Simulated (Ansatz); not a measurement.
# Pressure, energy and Kohn-Sham gap of one glassy B2O3 cell between −10 % and +6 % in volume, with PBE

The pressure, energy and gap of a 100-atom cell of glassy B2O3 are calculated at six volumes, with the atoms relaxed at each. Boron oxide is a network former in technical glasses, and its response to compression bears on how such glasses densify under load.

**Problem.** Find how the three quantities follow the volume, and whether one elastic curve joins the six points.

Volume changes and energies are counted from the relaxed cell. Pressure is positive under compression, and the gap is the distance from the highest filled to the lowest empty level in the same run.

## How the numbers were made

One cell of 100 atoms, B2O3 in reduced formula. Start: 100 atoms (40 B, 60 O) placed at random at 1.93 g/cm³, melted at 3000 K for 20 ps at fixed volume with the Buckingham and Coulomb pair potential of Guillot and Sator (Geochim. Cosmochim. Acta 71, 1249 (2007)) with the boron terms of Wang et al. (J. Non-Cryst. Solids 498, 294 (2018)). Quenched from 3000 K to 300 K at 100 K/ps and fixed volume, held 10 ps at zero pressure. Cell and atoms were then relaxed in DFT. From that cell the volume was scaled evenly and the atoms were relaxed again at each fixed cell. Ansatz 0.2.0: Kohn-Sham DFT with PBE, PAW potentials, plane waves to 420 eV, k-points Γ alone, no spin polarisation, no spin-orbit coupling. Occupations: fixed occupations. The cutoff and the k-mesh are held, so the number of plane waves changes with the volume. In the run that the rows count from, the cell has a density of 2.01 g/cm³, a pressure of 0.0 GPa and a spacing of 5.60 eV between highest filled and lowest empty level, and its k-points sample 10 Å along the shortest periodic direction.

Notes on method and selection:

- The gap is read on the run's k-points alone; rows whose frontier levels are partly filled show none.
- Semilocal functionals tend to put gaps under measured ones.
- In disordered cells the gap varies from sample to sample, and tail or defect states can set it.
- Cells made by classical potentials are single samples, quenched or equilibrated over picoseconds, then relaxed in DFT to a nearby minimum.
- In a glass, relaxing at another volume can switch bonds, so the points needn't lie on one elastic curve.
- All values are for 0 K, without vibrations.
- Where atoms are relaxed at each volume, a cell can fall into another minimum, and loose force tolerances leave some of the strain unrelaxed.
- Series whose pressures fit the equation of state badly weren't written up.
- Runs that did not converge, have known faults or may not be shown are not listed, and runs on Ansatz's PAW sets soft_1 and soft_2 are kept to separate tables.

Columns:

- volume change (%): change of the cell's volume from the relaxed cell, all three axes scaled alike.
- volume (Å³/atom): volume per atom.
- pressure (GPa): pressure, a third of the trace of the stress, positive under compression, without a kinetic term.
- energy (meV/atom): free energy per atom less that of the relaxed cell.
- gap (eV): Kohn-Sham gap: lowest empty less highest filled level over the k-points of the run.

## Results

| member | volume change (%) | volume (Å³/atom) | pressure (GPa) | energy (meV/atom) | gap (eV) |
| --- | --- | --- | --- | --- | --- |
| −10 % | −10 | 10.3553 | 3.994 | 13.645 | 5.472 |
| −6 % | −6 | 10.8156 | 2.568 | 5.451 | 5.648 |
| −3 % | −3 | 11.1607 | 1.328 | 1.326 | 5.624 |
| relaxed cell | 0 | 11.5059 | 0.025 | 0.000 | 5.596 |
| +3 % | 3 | 11.8511 | −1.437 | 1.512 | 5.575 |
| +6 % | 6 | 12.1963 | −2.880 | 6.174 | 5.550 |

Least-squares fits to the whole series, with x = volume change (%); R² and errors in the fitted variable (y, or ln y where the fit is in ln y):

| y | members | fit | R² | rms residual | leave-one-out rms | the same for the mean of the others |
| --- | --- | --- | --- | --- | --- | --- |
| pressure (GPa) | 6 | y = 0.01659 − 0.4538 x − 0.005474 x² | 1.00 | 0.023 | 0.073 | 2.8 |
| energy (meV/atom) | 6 | y = 0.2423 + 0.08120 x + 0.1446 x² | 1.00 | 0.29 | 1.0 | 5.5 |

## The trend and its physics

**Solution.** Pressure falls at every step from −10 % to +6 %. The rows at ±3 % give the bulk modulus near the relaxed volume:

$B = -V\,dP/dV \approx (1.328 + 1.437)/0.06 = 46.1$ GPa.

The energy should then follow $E \approx B V_0 \varepsilon^2/2$, with $\varepsilon$ the fractional volume change, $V_0$ the relaxed volume per atom and 1 GPa Å³ = 6.242 meV. At 6 % this gives 46.1 × 11.5059 × 0.06² / 2 × 6.242 = 5.96 meV/atom. The rows at −6 % and +6 % average (5.451 + 6.174) / 2 = 5.81 meV/atom, so energy and stress agree.

The curve is not symmetric. From the relaxed cell to +6 % the pressure changes by 2.905 / 6 = 0.484 GPa per percent, but to −6 % by only 2.543 / 6 = 0.424. The energies show the same: 6.174 meV/atom at +6 % against 5.451 at −6 %. This cell softens when compressed, whereas most dense solids stiffen.

An open network can behave in this way. Its stiff B–O bonds meet at flexible oxygen bridges, which fold under compression at little cost. Stretching straightens the bridges and loads the bonds more directly. The relaxations fit this picture: most of the energy put in by even scaling was released as the atoms moved, and a larger share was released under compression than under equal stretching.

The gap responds weakly. It widens from 5.550 eV at +6 % to 5.648 eV at −6 %, or 0.098 / 12 = 0.0082 eV per percent of compression. Both edge levels rise on the runs' own energy scale, the empty one slightly faster. Stronger antibonding character and tighter confinement of the empty state would have this sign. At −10 % the widening ends and the gap drops to 5.472 eV.

## Outliers

Largest departures from the fit to the whole series:

| member | pressure (GPa) | fit | computed − fit | in rms residuals |
| --- | --- | --- | --- | --- |
| +3 % | −1.437 | −1.394 | −0.043 | 1.8 |
| −6 % | 2.568 | 2.542 | +0.026 | 1.1 |
| +6 % | −2.880 | −2.903 | +0.023 | 1.0 |
| −10 % | 3.994 | 4.007 | −0.013 | 0.6 |

The row at −10 % lies on the pressure fit within 0.013 GPa, but an end point pulls a three-parameter curve towards itself. The energy is a sharper test. Between −6 % and −10 % the work of compression, taken from the mean pressure, is

(2.568 + 3.994) / 2 × (10.8156 − 10.3553) × 6.242 = 9.43 meV/atom.

The energy rises by only 13.645 − 5.451 = 8.19 meV/atom, which leaves 1.2 meV/atom, or about 0.12 eV per cell, unaccounted for. On each of the other four steps the two agree within 0.14 meV/atom.

The gap at −10 % is also 0.21 eV below the value that its earlier slope would give (5.648 + 4 × 0.0082 = 5.681 eV). The atoms moved much further in this relaxation than in the others, and the shear stresses grew. The likeliest reason is that part of the network rearranged into a lower minimum, with edge levels closer together.

The largest departure from the pressure fit, −0.043 GPa at +3 %, needs no structural cause, because the stresses at changed volume were loosely converged.

## Short exercises

**How far must this cell be compressed to reach 2 GPa?**

The target lies between the rows at −3 % and −6 %, where the slope is (2.568 − 1.328) / 3 = 0.413 GPa per percent. Beyond −3 %, a further (2.000 − 1.328) / 0.413 = 1.6 % is needed, so the volume change is about −4.6 %. The density becomes 2.01 / (1 − 0.046) = 2.11 g/cm³.

**Will a straight line in volume do for the pressure under compression?**

With the bulk modulus of 46.1 GPa as slope and the small pressure of the relaxed cell as starting value, the estimate at −6 % is 46.1 × 0.06 + 0.025 = 2.79 GPa. The computed value is 2.568 GPa, so the estimate is 9 % too high. At −10 % it is 46.1 × 0.10 + 0.025 = 4.64 GPa against 3.994 GPa, or 16 % too high, though the probable rearrangement there may account for part of this. A straight line serves for a few percent of compression; beyond that the curvature has to be kept.

**How much does 1 GPa change the gap?**

From the relaxed cell to −3 % the gap grows by 5.624 − 5.596 = 0.028 eV while the pressure rises by 1.328 − 0.025 = 1.303 GPa. The ratio is 0.028 / 1.303 = 0.02 eV per GPa. So small a shift could easily be hidden by the variation of the gap between glass samples, so it should be followed within one sample.

## Closing remarks

From −6 % to +6 % this cell follows one smooth elastic curve, softer on the compressed side, and its gap widens slightly with compression. The point at −10 % probably belongs to a rearranged network. Series with badly fitting pressures were left out, so the smoothness may partly reflect selection.

The stiffness should not be carried over to real boron oxide glass, which is much softer and in which sound travels faster under pressure. PBE usually errs towards softness, so the functional is an unlikely cause. The very fast quench of a small cell at fixed volume is a likelier one, since it can leave too dense a network with too few boroxol rings.

A hybrid functional would raise the gaps, while thermal vibrations would usually lower them. Dispersion forces, absent here, would pull the cell together and lower the pressure at a given volume.
